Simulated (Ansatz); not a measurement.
# A series in volume scale on Sm

Results calculated with Ansatz 0.2.0, not measured. Plane-wave DFT, scalar-relativistic PAW made under PBE with cores redone for the functional, no dispersion; the given relaxed cell is scaled uniformly, energy at zero smearing counts from the unscaled cell, pressure at the given Fermi-Dirac smearing is positive in compression.

The cell before it is scaled or strained (space group R-3m, No. 166):
```
Sm
1.0
      1.9367     1.1181     9.2572
     -1.9367     1.1181     9.2572
      0.0000    -2.2363     9.2572
Sm
3
Direct
  1.00000 0.00000 1.00000
  0.22190 0.22190 0.22190
  0.77810 0.77810 0.77810
```

Settings of every row: spin polarised yes; functional r2SCAN; wave cutoff 500 eV; smearing width 0.05 eV; k mesh 13x13x13.

Atom:
| element | starting moment (Bohr magneton) |
| --- | --- |
| Sm | 6.21 |
| Sm | 6.29 |
| Sm | 6.29 |

Limits: a known weakness of the program can leave such a cell on a higher state; open f shell: the state may not be the lowest.

| row | volume scale | V (Å³/atom) | energy change per atom (meV) | pressure (GPa) | largest site moment (Bohr magneton) |
| --- | --- | --- | --- | --- | --- |
| 1 | 0.88 | 35.282 | 39.52 | 2.74 | 6.23 |
| 2 | 0.92 | 36.885 | 17.09 | 1.71 | 6.25 |
| 3 | 0.96 | 38.489 | 4.42 | 0.83 | 6.27 |
| 4 | 1.04 | 41.696 | 2.36 | -0.51 | 6.3 |
| 5 | 1.08 | 43.3 | ? | ? | ? |
| 6 | 1.12 | 44.904 | 22.97 | -1.47 | 6.33 |

Question: what energy change per atom and pressure should row 5 give?

Worked fit of energy change per atom. Take u = (V_r/V)^(2/3) − 1 with V_r = 38.489 Å³ an atom, which is twice the finite (Eulerian) strain; such expansions in the strain, on which the Birch-Murnaghan equation of state is built, carry the rest volume and the bulk modulus. The shown rows have u = 0.05971, 0.02878, 0, -0.05196, -0.09767. Least squares give energy change per atom = 4.396 + 293.99 × u + 4951.3 × u² meV; a straight line predicts inner rows, each left out in turn, worse (root mean square 14 against 0.18 meV). The rows lie off it by -0.08, 0.13, 0.02, -0.13, 0.06 (root mean square 0.094 meV). The withheld row has u = -0.07552, so the fit gives 4.396 + 293.99 × (-0.07552) + 4951.3 × (-0.07552)² = 10.43 meV.

The calculation gave 10.29 meV. The fit lies 0.14 meV (1.4 % of the value, 0.38 % of the column's range) above it; its largest miss of a shown row is 0.13 meV.

Worked fit of pressure. Take u = (V_r/V)^(2/3) − 1 with V_r = 38.489 Å³ an atom, which is twice the finite (Eulerian) strain; such expansions in the strain, on which the Birch-Murnaghan equation of state is built, carry the rest volume and the bulk modulus. The shown rows have u = 0.05971, 0.02878, 0, -0.05196, -0.09767. Least squares give pressure = 0.836 + 28.74 × u + 52.7 × u² GPa; a straight line predicts inner rows, each left out in turn, worse (root mean square 0.15 against 0.0089 GPa). The rows lie off it by 0.00, 0.00, -0.01, 0.01, 0.00. The withheld row has u = -0.07552, so the fit gives 0.836 + 28.74 × (-0.07552) + 52.7 × (-0.07552)² = -1.03 GPa.

The calculation gave -1.03 GPa. The fit meets it to the printed digit.

The other values of row 5: largest site moment 6.32 Bohr magneton.
